Question

Stretching a zinc-blende CdS crystal by 13 per cent in volume costs it about a quarter of an electronvolt of band gap. The table gives the gap computed with the PBE functional at a series of volumes. "Shortest distance" is the Cd–S bond length, and "smallest direct gap on path" is the least energy between filled and empty states at one and the same wave vector. Two results are withheld.

Zinc-blende CdS, uniformly scaled to each volume with the atoms at fixed fractional positions, computed with Ansatz 0.2.0 (all-electron LAPW, PBE, scalar-relativistic, not spin-polarized). All runs use a 7×7×7 k mesh, Fermi-Dirac smearing of 0.02 eV and a basis error target of 0.5 meV/atom.

```
volume (Å³/atom)  shortest distance (Å)  band gap (eV)  smallest direct gap on path (eV)
          23.959                  2.497          1.219                             1.219
          24.469                  2.514          1.174                             1.174
          24.979                  2.532          1.130                             1.130
          25.234                  2.540              ?                                 ?
          25.489                  2.549          1.087                             1.087
          25.744                  2.557              ?                                 ?
          25.999                  2.566          1.043                             1.043
          26.508                  2.582          1.000                             1.000
          27.018                  2.599          0.957                             0.957
```

(a) Why does the gap narrow when the bonds get longer?
(b) Predict both gaps at 25.234 and at 25.744 Å³/atom, with an error bar.

Model answer

(a) The state at the bottom of the conduction band decides the direction. In a tetrahedral compound such as CdS it is, by standard theory, the antibonding combination of cadmium 5s and sulfur 3s. Its bonding partner is the sulfur 3s level far below. Coupling pushes such a pair apart, and longer bonds weaken the coupling. The lower partner should then rise and the upper one sink.

This can be tested with the levels of the same calculation. Energies of crystals with different volumes have no common zero, so each level is measured from a deep one in the same cell, here sulfur 2s. Between 24.469 and 26.508 Å³/atom the sulfur 3s level at the zone centre Γ rises by 0.34 eV, while the conduction edge sinks by 0.30 eV. Looser confinement alone would lower both, so the opposite motion speaks for a weakening bond.

The choice of the deep level matters little: cadmium 4s gives nearly the same shifts. Deep levels are still only approximate references, because they too feel the changing potential of the crystal. A common drift of a third of an electronvolt would spoil the argument from opposite signs. It would not alter the finding that the two partners approach each other by 0.64 eV (0.34 + 0.30).

The top of the valence band works against the narrowing. It consists mainly of sulfur 3p states, and on the same scale it sinks by 0.13 eV. The gap therefore closes by only 0.30 − 0.13 = 0.17 eV, although the conduction edge moves by nearly twice as much. On this scale the sign of the trend comes from the conduction edge, and its size from the difference between the two edges. The valence shift is the least certain of the three, since a drift of the reference level by the same small amount would cancel it.

Looser confinement may account for part of the sinking of the valence edge. A further likely reason is the filled cadmium 4d shell. It lies below the sulfur 3p states and pushes them up, and longer bonds relax that push. At Γ three of the five 4d levels can mix with the valence edge and are pressed down in return, while the other two cannot. The splitting between these groups shrinks from 0.50 to 0.39 eV, as a weaker coupling would have it. On the sulfur 2s scale the three rise by 0.13 eV, about as far as the valence edge sinks, while the other two rise by only 0.03 eV. This is support rather than proof, since other parts of the crystal field also contribute to the splitting.

The same reasoning helps with a neighbouring compound. Where the conduction edge is an antibonding s state at Γ, stretching should narrow the gap. A shallow filled d shell on the cation should make the narrowing gentler.

(b) For small changes the gap follows the relative change of volume:

E(V) = E₀ + a ln(V/V₀) + b [ln(V/V₀)]²

Here E is the gap, V the volume per atom and V₀ = 25.489 Å³/atom. The constant a is the deformation potential of the gap, and b lets the slope drift with volume. A least-squares fit to the seven known rows gives E₀ = 1.087 eV, a = −2.18 eV and b = −0.7 eV. One per cent of volume is thus worth about 22 meV of gap.

The estimate for 25.744 Å³/atom runs as follows:

ln(25.744/25.489) = 0.010
change of gap = −2.18 eV × 0.010 = −0.022 eV
gap = 1.087 eV − 0.022 eV = 1.065 eV

The quadratic term is negligible over so short a distance. The same curve, with unrounded coefficients, gives 1.108 eV at 25.234 Å³/atom.

Each forecast carries an error bar of ±0.002 eV, which covers the rounding of the table and small changes of the basis with volume. Both gaps should lie close to the midpoint of their neighbours, without a jump. Both should also remain direct, so the last column should repeat the band gap. Only a change of band edge between close neighbours would upset this, and the known rows give no sign of one.

The withheld rows as computed:

```
volume (Å³/atom)  shortest distance (Å)  band gap (eV)  smallest direct gap on path (eV)
          25.234                  2.540          1.109                             1.109
          25.744                  2.557          1.065                             1.065
```

Both forecasts hold. The computed gaps are 1.109 and 1.065 eV, and both are direct. The predictions are too low by 0.6 and 0.3 meV, which is about the size of the rounding in the table, so these misses call for no physical cause. The error bar was about three times wider than it had to be.

Remarks on the reasoning

The success in (b) does not confirm the explanation in (a). Any smooth curve through close neighbours would have done well here. Even a strictly constant deformation potential, fitted to the same seven rows, misses the withheld gaps by less than 2 meV. The evidence for the mechanism lies in the motion of the levels.

The small curvature does carry some physics. The gap falls by 2.09 eV per unit of ln V in the first interval of the table and by 2.24 eV in the last. Measured from sulfur 2s, both edges sink more slowly as the crystal expands. The valence edge loses about a quarter of its slope and the conduction edge less than a tenth. The opposing effect thus fades first, and the net narrowing becomes steeper. A p–d coupling that decays quickly with distance would behave in this way, but the calculation does not isolate it.

A good answer also separates the slope from the absolute gap. Near its own equilibrium volume PBE gives less than half of the real gap, which is roughly 2.4 eV (a recalled value), and no volume in the table comes near to mending that. Spin-orbit coupling is left out, but it would change the gap by only some hundredths of an electronvolt. The main fault is the functional's well-known underestimate of gaps.

The choice of volume adds a smaller error of its own. The computed pressure vanishes near 26.0 Å³/atom, whereas the measured volume is roughly 25 (also a recalled value). Between the rows closest to these two volumes the gap drops from 1.130 to 1.043 eV. Anyone who lets PBE relax the cell before reading off the gap therefore loses roughly another 0.1 eV. The output printed below gives both fits and the level shifts.

The analysis program printed:

```
fit of band_gap on 7 rows: constant 1.087 +/- 0.00021, coefficient of lnv -2.18 +/- 0.0034, coefficient of lnv**2 -0.7119 +/- 0.099; rms 0.000275, worst 25.489 -0.000486, leave-one-out rms 0.000588
  rows outside the fit (model, value, miss): 25.234 1.108, 1.109, -0.000638; 25.744 1.065, 1.065, -0.000259
fit of band_gap on 7 rows: constant 1.085 +/- 0.00046, coefficient of lnv -2.178 +/- 0.011; rms 0.00103, worst 25.489 -0.00163, leave-one-out rms 0.0016
  rows outside the fit (model, value, miss): 25.234 1.107, 1.109, -0.00173; 25.744 1.064, 1.065, -0.0013
Half-width of both forecasts (eV): 0.002
Largest difference of direct and fundamental gap in the withheld rows (eV): 0
Gap change from first to last row (eV): -0.262
Constant-potential fit less value at 25.489 (meV): -1.626
Constant-potential fit less value at 23.959 (meV): 1.178
Valence edge against S 2s, change 24.469 to 26.508 (eV): -0.1305
Conduction edge against S 2s, same change (eV): -0.3049
S 3s against S 2s, same change (eV): 0.338
Valence edge against Cd 4s, same change (eV): -0.132
Conduction edge against Cd 4s, same change (eV): -0.3065
S 3s against Cd 4s, same change (eV): 0.3364
Cd 4d splitting at Gamma at 24.469 (eV): 0.499
Cd 4d splitting at Gamma at 26.508 (eV): 0.3945
Valence edge slope, first interval (eV per ln V): -1.879
Valence edge slope, last interval (eV per ln V): -1.396
Conduction edge slope, first interval (eV per ln V): -3.972
Conduction edge slope, last interval (eV per ln V): -3.64
Gap slope, first interval (eV per ln V): -2.093
Gap slope, last interval (eV per ln V): -2.244
PBE equilibrium volume (Å³/atom): 26.04
```
